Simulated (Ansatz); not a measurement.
CH6ClInSi (SMILES [CH3][In]([SiH3])[Cl]): methods side by side

The species is CH6ClInSi (10 atoms), meant as a singlet with charge 0. SMILES: `[CH3][In]([SiH3])[Cl]`. The shape is that of a PBE0-D4/def2-TZVP optimisation.

Each level gives the vertical ionisation energy (to the doublet cation) (eV). The values are calculated.

| level | kind | program | value (eV) | less CCSD(T)/def2-SVP | CPU time (all runs) |
| --- | --- | --- | --- | --- | --- |
| HF/def2-SVP (core potential) | Hartree–Fock | Ansatz | 8.82 | -0.38 | 22 s |
| SVWN5/def2-SVP (core potential) | LDA | Ansatz | 9.00 | -0.20 | 10 s |
| BLYP/def2-SVP (core potential) | GGA | Ansatz | 8.63 | -0.57 | 17 s |
| r2SCAN/def2-SVP (core potential) | meta-GGA | Ansatz | 9.04 | -0.16 | 34 s |
| PBE0/def2-SVP (core potential) | global hybrid | Ansatz | 9.19 | -0.01 | 34 s |
| CAM-B3LYP/def2-SVP (core potential) | range-separated hybrid | Ansatz | 9.34 | +0.14 | 28 s |
| wB97X/def2-SVP (core potential) | range-separated hybrid | Ansatz | 9.47 | +0.27 | 85 s |
| MP2/def2-SVP (core potential) | perturbation theory | Ansatz | 9.44 | +0.24 | 20 s |
| CCSD(T)/def2-SVP (core potential) | coupled cluster or CI | Ansatz | 9.20 | 0.00 | 7 min |
| CCSD/def2-SVP (core potential) | coupled cluster or CI | Ansatz | 9.26 | +0.06 | 2 min |

CCSD(T)/def2-SVP (core potential) is the highest level here, not the true value. Spin-orbit coupling is left out. The values span 8.63 to 9.47 eV. In the correlated wave-function rows the outer d shell of In is correlated, in sets not made for it. CPU times are rough (shared hosts, several kinds of processor and program).

Removing an electron from this molecule costs 9.20 eV at the coupled-cluster level with triples. Indium(III) has no valence lone pair left to ionise, so the electron probably comes largely from the In–Si σ bond. Silicon is less electronegative than carbon or chlorine and holds its bonding electrons less tightly, whereas the chlorine lone pairs should lie deeper. Ionisation would then weaken the In–Si link first.

Hartree–Fock gives a lower value, 8.82 eV, probably because the neutral molecule, with one more electron pair, gains more from correlation than the cation does. MP2 overshoots, and CCSD and then the triples bring the value back down, the triples by only a small step. Among the functionals, the three without exact exchange fall below the coupled-cluster value and the two range-separated hybrids above it, with PBE0 almost on it. The order doesn't follow the usual ladder of functionals, since BLYP lies below even the LDA. Relaxation of the cation, which would lower the ionisation energy, remains unquantified.
